Cubic boron nitride has the zinc-blende structure, in which each boron atom binds to four nitrogen atoms and each nitrogen atom to four boron atoms. In the table the crystal is squeezed and stretched equally in all directions. The energy is counted from the minimum of a smooth curve through the computed points. Positive pressure means that the crystal must be held together by force, negative pressure that it must be pulled apart. The band gap is the energy between the highest filled and the lowest empty electron state.

Cubic boron nitride at scaled volumes of the relaxed cell, computed with Ansatz 0.2.0 (PBE, PAW, scalar-relativistic, no spin polarization, plane-wave cutoff 420 eV, 12×12×12 k mesh, Gaussian smearing of 0.02 eV). Energies count from the minimum of a third-order Birch-Murnaghan fit; pressures come from the calculated stress.

```
volume (Å³/atom)  energy over minimum (meV/atom)  pressure (GPa)  band gap on mesh (eV)
           5.238                          121.10           59.99                  4.592
           5.417                           64.70           41.64                  4.558
           5.596                           27.30           25.75                  4.527
           5.774                            6.50           11.97                  4.493
           5.953                            0.10           -0.01                  4.463
           6.131                            5.90          -10.39                  4.430
           6.310                           22.60          -19.42                  4.396
           6.548                           59.30          -29.65                  4.350
```

**(a)** The volumes 5.596 and 6.310 Å³ per atom lie equally far from the relaxed volume, 5.953. Which costs more energy, and why?

*Solution.* Compression costs more: 27.30 meV per atom against 22.60, about a fifth more for the same 6% change of volume.

The two extremes explain the direction. Atoms pulled far apart end up as free atoms, so the energy levels off and the restoring force finally vanishes. Atoms pushed together meet no such ceiling, because electrons confined to less space gain kinetic energy and filled shells that overlap repel each other ever more strongly. A curve that must flatten on one side and steepen on the other is usually lopsided near its minimum too, and the table shows that this one is.

**(b)** Turn this into a formula and estimate the energy at 6% compression.

*Solution.* Let $d$ be the relative change of volume, $V_0$ the volume at the minimum and $B_0$ the bulk modulus there, that is, the resistance to a change of volume. A crystal stiffens under pressure $P$, to first order as $B = B_0 + B_0'P$. With $B = -V\,dP/dV$ this gives

$$P \approx -B_0 d + \tfrac12 B_0(1+B_0')\,d^2 ,$$

and since pressure is the negative slope of the energy,

$$E \approx \frac{B_0V_0}{2}\,d^2\left[1-\frac{1+B_0'}{3}\,d\right].$$

The square term treats both directions alike. The bracket holds the asymmetry, most of which comes here from the stiffening, $B_0'$.

The fitted curve has $B_0 = 371$ GPa and $B_0' = 3.695$. With 1 eV/Å³ = 160.2 GPa, the prefactor is $371\times5.953/(2\times160.2) = 6.89$ eV. For $d=-0.06$ the square term gives $6.89\times0.0036$ eV, or 24.8 meV. The bracket is $1+4.695\times0.06/3 = 1.094$, which raises the estimate to 27.1 meV per atom.

This is close to the tabulated 27.30, but that row helped to determine $B_0$ and $B_0'$, so the agreement shows only that two terms suffice here. At 12% compression the formula gives 117.9 meV where the table has 121.10, and at 10% expansion it is again slightly low. A shortfall on both sides is what an omitted term in $d^4$ produces, since it has the same sign for either direction.

**(c)** How does the pressure needed for one more percent of volume change along the series, and can the pressures be trusted?

*Solution.* Between the two smallest volumes each percent takes about 6.1 GPa; between the two largest it takes about 2.6 GPa. The stiffening that appeared as a modest correction to the energy is much more visible here, because pressure is a slope and a slope brings out the curve's asymmetry.

The pressures come from the calculated stress, not from the energy curve, so the two can be compared. Adding up pressure times change of volume from the relaxed crystal to the smallest volume gives a work of 121.1 meV per atom; the energies differ by 121.0 meV. An incomplete set of plane waves can add a spurious stress, and this agreement shows that any such error is small here. It tests the consistency of the calculation, while the accuracy of the density functional is a separate matter.

**(d)** The gap widens under compression. Is the change large or small for such a stiff, strongly bonded crystal?

*Solution.* It is small. At 12% compression the bonds are about 4% shorter, yet the gap has grown by only 0.13 eV, from 4.46 to 4.59 eV.

A simple picture would have led to more. In that picture, which ignores the energy difference between boron and nitrogen orbitals, the splitting between bonding and antibonding states varies as the inverse square of the bond length. If the gap followed that rule, it would have grown by 0.40 eV, three times the computed change.

The rule describes the centres of the bands, whereas the gap lies between their edges. As the atoms approach, the centres are expected to move apart, but the bands also broaden, which pushes the edges back towards each other. The gap change can then be read as what remains of two opposing shifts, although the table does not measure them separately.

The same calculations support part of this view. Between the two smallest volumes the gap grows by 34 meV, while the smallest direct gap, for a transition that keeps the electron's crystal momentum, grows by 163 meV. The direct gap is larger than the band gap because its two states do not both lie at the band edges. Their distances from the edges have together grown by the difference, 129 meV, as expected when bands broaden. The weak response thus belongs to the particular pair of states that bounds the gap, the valence maximum at the zone centre and the conduction minimum at the zone boundary point X. It is not shared by every separation between filled and empty states.

**(e)** Should the gap be plotted against pressure or against volume?

*Solution.* Against volume. From the relaxed crystal, 6% compression widens the gap by 64 meV and 6% expansion narrows it by 67 meV, so equal volume changes have nearly equal effects. Per GPa the effects differ: about 2.5 meV under compression and 3.5 meV under tension.

The reason is the stiffening found in part (c). Electron states respond to the distances between atoms, and a GPa applied to an already compressed crystal changes those distances less. The bend in a plot against pressure is therefore mostly a mechanical effect and need not signal any change in the electronic structure.

A straight line in $d$, fitted to all eight volumes, has a slope of −1.09 eV, the volume deformation potential of the gap. One percent of compression thus widens the gap by about 11 meV. The printed output below gives this fit beside the poorer one that is linear in pressure.

**(f)** What would change if phosphorus replaced nitrogen?

*Solution.* Boron phosphide has the same structure with longer, weaker bonds. Roughly, it is half as stiff and its atoms take up twice the volume. A given relative compression would then need about half the pressure. The energy per atom depends on the product $B_0V_0$, however, and would be similar, because the bulk modulus measures energy per volume and the lower density of atoms makes up for the lower stiffness.

The gap transfers less safely. A small remainder of two opposing shifts can take either sign, and in silicon, whose gap also runs from the zone centre to a minimum near X, pressure is known to narrow it. The shape of the energy curve can be carried over from one such crystal to the next; the sign of the gap shift has to be determined for each.

**(g)** Which digits would you use in practice?

*Solution.* The energy of 0.10 meV at the relaxed volume is not a strain energy. It is the small distance between the computed point and the fitted curve, and it warns against reading meaning into tenths of a meV elsewhere in that column. The energies are rounded to tenths, so the final zero carries no information. For the gap, −1.1 eV is a sensible slope to quote, since the steps between neighbouring volumes are slightly uneven.

The gap itself deserves less trust than its change. The functional used here makes gaps too small: the measured value is roughly 6 eV or more, against 4.46 eV in the table. That error is far larger than the whole variation along the series, so the table serves to estimate how the gap shifts with volume, and a measured gap should supply the starting value.

The energies carry a different limit. They are counted from the minimum of the cubic form alone and rank volumes of that form. With vibrations left aside, the more stable of cubic and layered boron nitride at a given pressure is the one with the lower enthalpy, the energy plus pressure times volume. That comparison requires a second curve on a common energy scale, and a method that includes the dispersion forces between the layers, which PBE alone does not describe properly.

Numerical output:

```
Models by volume:
    row  volume change in percent  square term only meV/atom  square and cubic term meV/atom  Birch-Murnaghan pressure GPa
  5.238                       -12                      99.24                           117.9                         60.01
  5.417                        -9                      55.82                           63.68                         41.63
  5.596                        -6                      24.81                           27.14                         25.73
  5.774                        -3                      6.202                           6.494                         11.95
  5.953                         0                          0                               0                             0
  6.131                         3                      6.202                           5.911                        -10.38
   6.31                         6                      24.81                           22.48                        -19.41
  6.548                        10                      68.92                           58.13                        -29.64
rms difference of Birch-Murnaghan and stress pressure, GPa: 0.01474
bond shortening at 12 percent smaller volume, percent: 4.172
energy at 6 percent compression over energy at 6 percent expansion: 1.208
size of pressure at 6 percent compression over 6 percent expansion: 1.326
bulk modulus from pressures at plus and minus 3 percent, GPa: 372.7
pressure per percent of volume, most compressed pair, GPa: 6.117
pressure per percent of volume, most expanded pair, GPa: 2.557
work of compression from the pressures, meV/atom: 121.1
energy difference of the same two volumes, meV/atom: 121
fit of band_gap_on_mesh on 8 rows: constant 4.461 +/- 0.00053, coefficient of d -1.091 +/- 0.0073; rms 0.00127, worst 6.548 0.002, leave-one-out rms 0.00182
fit of band_gap_on_mesh on 8 rows: constant 4.45 +/- 0.0053, coefficient of pressure 0.002632 +/- 0.00017; rms 0.0122, worst 6.548 0.0218, leave-one-out rms 0.0186
gap gain at 6 percent compression, meV: 64
gap loss at 6 percent expansion, meV: 67
gap change per GPa over 6 percent compression, meV/GPa: 2.484
gap change per GPa over 6 percent expansion, meV/GPa: 3.452
gap gain at 12 percent compression, eV: 0.129
gain if gap went as inverse square of bond length, eV: 0.397
gain of smallest direct gap from ratio 0.91 to 0.88, meV: 162.7
gain of indirect gap from ratio 0.91 to 0.88, meV: 34
```
